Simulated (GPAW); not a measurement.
# Static electronic dielectric constant of wurtzite-type SiC under a scissors shift, PBE bands with RPA response

Raising every empty band of SiC by 2.0 eV adds about half of the smallest direct gap, 4.07 eV, to each transition energy, yet the static electronic dielectric constant falls by only about a sixth. The puzzle is why so large a change in the gap has so modest an effect on the screening. The question matters because ε∞ sets the refractive index well below the absorption edge and the electronic screening of charged defects in power devices, while PBE gaps are generally too small and are often corrected by such a shift. The quantity followed here is ε∞ for a field along x, with clamped ions, measured against the unshifted PBE bands at the same RPA level.

## How the numbers were made

The measured cell of a diffraction database, fixed. GPAW 26.7.0, plane waves with PAW (cutoff 500 eV), no spin polarisation, no spin-orbit coupling, clamped ions. Each name gives functional, response level, k mesh, size of the sum over states, local-field cutoff and any scissors shift of the empty bands; line broadening 0.15 eV. The smallest direct gap met on these meshes is 4.07 eV. All ran on AMD EPYC 9R14 (Zen 4), shared with other work, so times are rough. The same in all rows: bands in the sum: 29; local-field cutoff: 50 eV; k-point spacing: 0.21 1/Å.

Notes on method and selection:

- Meshes coarser than about 0.2 1/Å can put ε∞ too high by tens of per cent where the direct gap is small.
- Runs that did not converge, have known faults or may not be shown are not listed, and runs on Ansatz's PAW sets soft_1 and soft_2 are kept to separate tables.

Columns:

- scissors (eV): scissors shift.
- ε∞: real dielectric constant at zero frequency, field along x.
- cost (core-s): processor time of the response step.

## Table of results

| member | scissors (eV) | ε∞ | cost (core-s) |
| --- | --- | --- | --- |
| PBE, RPA, 12×12×6, 29 bands, 50 eV, scissors 0.4 eV | 0.4 | 6.34 | 4.8 |
| PBE, RPA, 12×12×6, 29 bands, 50 eV, scissors 1.6 eV | 1.6 | 5.67 | 4.9 |
| PBE, RPA, 12×12×6, 29 bands, 50 eV, scissors 0.8 eV | 0.8 | ? | 4.8 |
| PBE, RPA, 12×12×6, 29 bands, 50 eV, scissors 1.2 eV | 1.2 | 5.87 | 4.9 |
| PBE, RPA, 12×12×6, 29 bands, 50 eV | 0.0 | 6.61 | 4.9 |
| PBE, RPA, 12×12×6, 29 bands, 50 eV, scissors 2 eV | 2.0 | 5.48 | 4.9 |

Cells marked ? are withheld until the estimate has been made.

## Reading the trend

Among the members shown, ε∞ falls at every step, from 6.61 without a shift to 5.48 at 2.0 eV. The fall slows down along the way. Its slope is (6.34 − 6.61) / 0.4 = −0.68 per eV over the first step and (5.48 − 5.67) / 0.4 = −0.48 per eV over the last.

The cause is the energy denominator of perturbation theory. A static field mixes empty states into the filled ones, and each transition contributes its squared dipole matrix element divided by its energy. A rigid shift Δ leaves the orbitals as they were and enlarges every denominator. If the whole spectrum is replaced by one effective transition energy E, and the dipoles are held fixed, then

ε∞ − 1 = C / (E + Δ),

with C a constant. For the two end members ε∞ − 1 is 6.61 − 1 = 5.61 and 5.48 − 1 = 4.48. Their ratio gives (E + 2.0) / E = 5.61 / 4.48 = 1.252, hence E = 2.0 / (1.252 − 1) = 7.9 eV. This is nearly twice the smallest direct gap, which resolves the puzzle: the static response is a sum over transitions throughout the valence and conduction bands, and those at the edge are a small part of it. Had all the weight sat at 4.07 eV, ε∞ − 1 would have dropped to 4.07 / (4.07 + 2.0) = 0.67 of its unshifted value; the table gives 4.48 / 5.61 = 0.80. The energy E is an effective parameter that also absorbs local-field effects, so it should not be read as the position of an absorption peak.

The shift adds nothing noticeable to the cost, which stays at 4.8 to 4.9 core-s. Since mesh and number of bands are the same throughout, the trend describes the shift alone and says nothing about convergence. A smaller ε∞ is also not automatically a better one, because RPA leaves out the electron–hole attraction, which usually raises the static response and so works against the effect of a wider gap.

## Prediction

Plain estimates from the members shown:

- PBE, RPA, 12×12×6, 29 bands, 50 eV, scissors 0.8 eV, mean of the 5 members shown: 5.99 , standard deviation 0.42

The mean of the five members shown, 5.99, ignores where the missing member lies on the line. Their average shift is (0.0 + 0.4 + 1.2 + 1.6 + 2.0) / 5 = 1.04 eV, above the 0.8 eV wanted, so on a falling curve this mean should be too low. Interpolation is the better route, and the one-energy formula says how to do it: 1 / (ε∞ − 1) should be linear in the shift.

The missing member lies midway between the shifts of 0.4 and 1.2 eV. The reciprocals of ε∞ − 1 there are 1 / (6.34 − 1) = 0.1873 and 1 / (5.87 − 1) = 0.2053, with mean (0.1873 + 0.2053) / 2 = 0.1963. This gives ε∞ = 1 + 1 / 0.1963 = 6.09. A straight line through ε∞ itself would give (6.34 + 5.87) / 2 = 6.105, so the curvature matters only at the level of 0.01.

The same route can be tried on two members whose values are known, using the reciprocal 1 / (5.48 − 1) = 0.2232 at 2.0 eV. For 1.2 eV, the neighbours at 0.4 and 2.0 eV give 1 + 2 / (0.1873 + 0.2232) = 5.87, and the table has 5.87. For 1.6 eV, the neighbours at 1.2 and 2.0 eV give 1 + 2 / (0.2053 + 0.2232) = 5.67, again as tabulated. The first test spans twice the interval used for the prediction. Both misses are below the printed rounding, and an error of 0.01 covers that rounding together with the small remaining doubt about the curvature.

**Committed estimate, PBE, RPA, 12×12×6, 29 bands, 50 eV, scissors 0.8 eV: ε∞ = 6.09 ± 0.01.**

## The withheld result

| member | scissors (eV) | ε∞ | cost (core-s) |
| --- | --- | --- | --- |
| PBE, RPA, 12×12×6, 29 bands, 50 eV, scissors 0.8 eV | 0.8 | 6.09 | 4.8 |

| member | estimate | ε∞ | computed | estimate − computed | miss in error bars |
| --- | --- | --- | --- | --- | --- |
| PBE, RPA, 12×12×6, 29 bands, 50 eV, scissors 0.8 eV | committed | 6.09 | 6.09 | 0.00 | 0.0 |
| PBE, RPA, 12×12×6, 29 bands, 50 eV, scissors 0.8 eV | mean | 5.99 | 6.09 | −0.10 |  |

The estimate of 6.09 agrees with the computed 6.09 to the printed digits and so lies inside its error bar of 0.01. The mean of the other members, 5.99, is too low by 0.10, in the direction expected from their larger average shift.

Interpolation between close neighbours is a mild test of the mechanism, because a straight line between them would have given nearly the same number. The full range tests it harder. A straight line from the unshifted member to the one at 2.0 eV gives 6.61 − 0.8 × (6.61 − 5.48) / 2.0 = 6.16 at 0.8 eV, which is 0.07 too high. The one-energy formula, fixed by the same two members, gives 1 + 5.61 × 7.9 / (7.9 + 0.8) = 6.09. The curvature is therefore that of an energy denominator, as expected when the shift changes the transition energies and leaves the orbitals alone.

## Where the trend breaks

None of the six members stands out. With E = 7.9 eV and C = 5.61 × 7.9 = 44.3 eV, the one-energy formula reproduces every row to within about the printed rounding. What remains is too small to be given a physical cause.

## Conclusions

For shifts from 0 to 2.0 eV, ε∞ = 1 + 44.3 / (7.9 + Δ), with Δ in eV, gives the value for this cell and these settings to about 0.01. That figure describes the interpolation; the error of PBE with RPA against experiment is a separate matter.

In optical terms, the refractive index for light polarised along x, well below the gap but above the lattice vibrations, is √ε∞. It falls from √6.61 = 2.57 to √5.48 = 2.34 over the full range, or by about 0.1 per eV of shift.

The largest omission for a truly static field is the motion of the ions. In a polar crystal such as SiC it adds a further positive term to the dielectric constant, which the clamped-ion values in the table do not contain. A capacitance or the binding of a shallow donor needs that total, whereas the refractive index in the transparent range needs ε∞ alone.
